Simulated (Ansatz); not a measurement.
**A film clamped to a substrate in P**

Computed with DFT PBEsol, scalar-relativistic, plane waves, PAW (Ansatz). Settings: plane waves to 420 eV, k-mesh 8×1×6 (Γ-centred), Gaussian smearing 0.05 eV. No spin polarisation. Energies are free energies at this smearing, counted from the undisturbed cell; pressure is positive in compression.

Reference structure (as given, not relaxed at this level; it stands at 0.0 GPa; this form isn't the usual structure):

```yaml
crystal:
  lattice:
    - [3.28373, 0.00000, 0.00000]
    - [0.00000, 34.85703, 0.00000]
    - [0.00000, 0.00000, 4.63208]
  atoms:
    - { symbol: P, position: [0.00000, 0.97026, 0.59215] }
    - { symbol: P, position: [0.00000, 0.02974, 0.40785] }
    - { symbol: P, position: [0.50000, 0.02974, 0.09215] }
    - { symbol: P, position: [0.50000, 0.97026, 0.90785] }
```

The cell holds layers and no dispersion correction was added, so their binding is poorly described.

The cell (4 atoms, V0 = 530.19 Å³) is strained by p along both x and y and by q along z, fractional coordinates fixed. τp = (1/V0) ∂E/∂p = (σxx + σyy)(1 + p)(1 + q) and τq = (1/V0) ∂E/∂q = σzz(1 + p)², with tension positive.

```
     p q  ΔE (meV/atom)  τp (GPa)  τq (GPa)
 0.000   0.000           0.00      0.06      0.02
-0.025   0.000          14.18     -1.47     -0.36
 0.025   0.000          14.70      1.33      0.33
 0.000  -0.025           4.84     -0.32     -0.49
 0.000   0.025           5.44      0.37      0.50
```

Task: Get the second derivatives of the energy density.

Result: Central differences give A = ∂τp/∂p = 56 GPa (C11 + C22 + 2 C12), C = ∂τq/∂q = 19.9 GPa (C33) and the cross term B = ∂τq/∂p = 13.9 GPa (C13 + C23); ∂τp/∂q = 13.9 GPa must equal B, and any difference shows higher-order terms. The ions are clamped.

Task: A film of this crystal grows with z along the normal on a substrate that imposes p. How does its thickness respond, and what does the misfit cost?

Result: Count p and q from the stress-free cell. A free surface needs τq = 0, so q = −(B/C) p = -0.70 p. The energy density left is (A − B²/C) p²/2 = M p², with the biaxial modulus M = 23.1 GPa; a misfit of 1 % costs 1.91 meV/atom, against 2.32 meV/atom if the thickness were held.

At p = -0.050 the energies along q are 124.2 (q = -0.050), 86.7 (q = -0.025), 63.0 (q = 0.000), 52.3 (q = 0.025), 53.6 (q = 0.050) meV/atom.

Task: Does the linear rule hold at this misfit?

Result: A parabola through the lowest point and its neighbours has its minimum at q = 0.035, 51.4 meV/atom. With the stress left in the starting cell, τp0 and τq0, linear elasticity gives q = −(τq0 + Bp)/C = 0.034 and E = V0(τp0 p + τq0 q + Ap²/2 + Bpq + Cq²/2)/N = 46.1 meV/atom. The energies differ by more than a tenth, so the quadratic law fails here: the gap holds the anharmonic part, with some error from the wide steps. Cubic terms also shift the vertex of so wide a parabola.

Forces appear on the atoms along this scan, and letting them relax would lower the energy and soften the response.

The cell is a single puckered phosphorene layer with vacuum along y, so z lies in the layer, along the armchair direction. The film picture therefore doesn't fit: p combines zigzag strain with a stretch of the pucker height and the vacuum, while q is an in-plane response, not a change of thickness. The moduli in GPa also scale with the arbitrary amount of vacuum and aren't those of bulk phosphorus; the energies per atom don't have this problem, but they describe this combined deformation, not epitaxial misfit.

Within that deformation the coupling has a clear bonding origin. The covalent bonds within each half-layer run diagonally between x and z, so shortening x compresses them and lengthening z partly restores them. This explains the negative q/p ratio and the fall in energy from 124.2 to 52.3 meV/atom along the compressed scan. The excess of 51.4 over the harmonic 46.1 meV/atom probably reflects the steepening repulsion of shortened P–P bonds, including those that span the pucker.
